## Reading spin–spin couplings in trifluoroethane

Two magnetic nuclei in a molecule sense each other through the electrons between them. The coupling $^1J$ in the table measures this effect across one bond, in hertz, and appears in a spectrum as a line splitting. Its sign tells whether antiparallel (positive) or parallel (negative) nuclear spins are lower in energy. The basis is the set of functions from which the orbitals are built; pcJ-2, the largest of the pcJ sets used here, serves below as the reference for basis errors.

One-bond spin-spin couplings (13C, 19F, 1H) in 1,1,1-trifluoroethane, SMILES CC(F)(F)F, from non-relativistic DFT in PySCF 2.14.0 with density fitting, for the gas phase at the PBE0-D3(BJ)/def2-SVP geometry. All totals include the spin-dipole term. Atoms are numbered from 1 in SMILES order, hydrogens last.

```csv
functional,basis,"exact exchange, long range (%)","1J(C1,C2) (Hz)","1J(C2,F5) (Hz)","1J(C1,H8) (Hz)"
B3LYP,6-31G(d),20,82.4,-257.5,147.3
B3LYP,aug-cc-pVTZ-J,20,65.3,-350.1,138.0
B3LYP,cc-pVTZ,20,59.3,-321.0,121.1
B3LYP,def2-TZVP,20,66.8,-370.6,129.2
B3LYP,pcJ-0,20,47.1,-471.7,118.4
B3LYP,pcJ-1,20,67.3,-340.4,137.2
B3LYP,pcJ-2,20,64.2,-344.5,136.5
BHandHLYP,pcJ-1,50,76.0,-288.5,147.2
```

### 1. The C–H coupling is about twice the C–C coupling. Does the C–H bond transmit more?

No. A coupling is the product of two nuclear moments and an electronic response, and the moment of $^1$H is roughly 4.0 times that of $^{13}$C. Dividing the C–H value at B3LYP/pcJ-2 by this ratio gives $136.5/4.0\approx34$ Hz, about half the C–C value. Replacing hydrogen by deuterium would leave the electrons almost unchanged, yet reduce the coupling to roughly 20 Hz, because what counts is the moment per unit of spin, which for deuterium is only about 0.15 times that of $^1$H.

### 2. Why is the C–F coupling negative?

The main route is the contact interaction. A nucleus polarises the electron spin at its own position, and the bond carries this polarisation to its neighbour. Only s-type orbitals reach a nucleus, so their amplitudes at both ends decide the result.

A simple orbital model, not computed here, describes the response as a sum over excitations from filled to empty orbitals. Exciting a bonding orbital, with s amplitudes in phase, to an antibonding one gives a positive term. Fluorine's 2s level lies so deep that a higher filled orbital also has its s amplitudes out of phase, and its excitation gives a negative term. In C–F bonds the negative terms usually win.

### 3. Why does the basis matter so much?

The totals in all eight rows include the spin-dipole term. For five of the B3LYP rows, the contact term is also known separately from the rest. The total C–F coupling spreads over 113 Hz in these rows, but the non-contact remainder over only 6 Hz. The basis error therefore sits almost wholly in the contact term.

One well-known reason is that an orbital has a sharp cusp at the nucleus, whereas Gaussian functions are flat there. Very narrow s functions are needed to describe the cusp and its response. General-purpose bases, here 6-31G(d), cc-pVTZ and def2-TZVP, are designed mainly for energies and leave little freedom in this region, so their contact terms can be far off.

### 4. If a basis gets C–C right, can it be trusted for the other bonds?

No, and a small error in hertz can itself mislead. With def2-TZVP, C–C is within 3 Hz of pcJ-2, but this coupling is small, so the error is still 4%. The errors also differ in direction: C–F is 8% too large in magnitude, while C–H is 5% too small. An error at carbon may be hidden or exposed by the error at its partner.

### 5. Does each nucleus simply carry its own error?

Not in general, as a simple test shows. Suppose a basis multiplies the contact response by one factor for each nucleus, equal for all nuclei of the same element. C–C then contains the carbon factor twice, and C–H contains carbon and hydrogen once each. Squaring the C–H ratio and dividing by the C–C ratio leaves hydrogen twice, which predicts the H–H coupling within the methyl group. For the contact terms of def2-TZVP relative to pcJ-2,

$$\frac{(127.4/134.7)^2}{67.1/64.6}\approx0.86 .$$

The calculated H–H ratio, which did not enter the estimate, is 0.82. This agreement may be partly luck. The rule also demands the same ratio for C–H contact terms over one and two bonds, but with 6-31G(d) the first is 8% larger than with pcJ-2 and the second 40% smaller in magnitude. For F–F it fails outright, with 1.13 predicted and 0.38 calculated for def2-TZVP. A likely reason is that a basis also changes how polarisation travels between nuclei, which no factor at the nuclei can describe. The output after this text gives the comparison.

### 6. What happens when the functional changes?

At pcJ-1, going from B3LYP to BHandHLYP shifts all three couplings upward. C–C and C–H grow by 13% and 7%, while the negative C–F coupling shrinks in magnitude by 15%. The change is thus no common scaling of the response. Exact exchange rises from 20 to 50%, but other parts of the functional change too, so the shift can't be assigned to exchange alone.

If basis and functional effects add, the C–F coupling at BHandHLYP/pcJ-2 should be near $-344.5+51.9=-292.6$ Hz. That additivity is an assumption.

### 7. Which digits can be trusted?

With B3LYP, the pcJ-1 and aug-cc-pVTZ-J values lie within 6 Hz of pcJ-2 for C–F and within about 3 Hz for the other two bonds. A coupling basis must still be large enough: pcJ-0, the smallest of the pcJ sets used here, makes C–F 127 Hz too negative relative to pcJ-2.

Once the basis is sound, the choice between these two functionals matters more than the remaining basis differences. It moves C–F by 52 Hz and the other two by about 10 Hz, so even the tens digit of C–F is uncertain and the decimals have no predictive value. Agreement between good bases shows convergence, not accuracy: B3LYP is known to make one-bond C–F couplings too negative as a rule. Molecular vibration and relativistic effects, both left out here, add further uncertainty when a value is compared with a spectrum.

Numerical output:

```
Departure from B3LYP/pcJ-2 in Hz:
        row  CC_Hz   CF_Hz  CH_Hz
      B3LYP   18.2      87   10.8
      B3LYP    1.1    -5.6    1.5
      B3LYP   -4.9    23.5  -15.4
      B3LYP    2.6   -26.1   -7.3
      B3LYP  -17.1  -127.2  -18.1
      B3LYP    3.1     4.1    0.7
      B3LYP      0       0      0
  BHandHLYP   11.8      56   10.7
Contact share of C-F coupling at B3LYP/pcJ-2 in %: 93.01
Spread of total C-F over the five rows with breakdown in Hz: 113.1
Spread of non-contact remainder of C-F in these rows in Hz: 5.572
Spread of non-contact remainder of C-C in these rows in Hz: 0.287
Spread of non-contact remainder of C-H in these rows in Hz: 0.4
H-H contact ratio def2-TZVP to pcJ-2 predicted by one factor per nucleus: 0.8608
H-H contact ratio def2-TZVP to pcJ-2 computed: 0.8169
Largest miss of the predicted H-H ratio in the five rows: 0.08114
F-F contact ratio def2-TZVP to pcJ-2 predicted by one factor per nucleus: 1.132
F-F contact ratio def2-TZVP to pcJ-2 computed: 0.3816
Shift of C-C from B3LYP to BHandHLYP at pcJ-1 in Hz: 8.7
Shift of C-F from B3LYP to BHandHLYP at pcJ-1 in Hz: 51.9
Shift of C-H from B3LYP to BHandHLYP at pcJ-1 in Hz: 10
Change in magnitude of C-C by that functional change in %: 12.93
Change in magnitude of C-F by that functional change in %: -15.25
Change in magnitude of C-H by that functional change in %: 7.289
C-H at pcJ-2 divided by rough H to C moment ratio 4.0 in Hz: 34.12
C-F at pcJ-2 divided by rough F to C moment ratio 3.7 in Hz: -93.11
C-D coupling estimated with rough D to H ratio 0.15 in Hz: 20.47
Additive estimate of C-C at BHandHLYP/pcJ-2 in Hz: 72.9
Additive estimate of C-F at BHandHLYP/pcJ-2 in Hz: -292.6
Additive estimate of C-H at BHandHLYP/pcJ-2 in Hz: 146.5
```
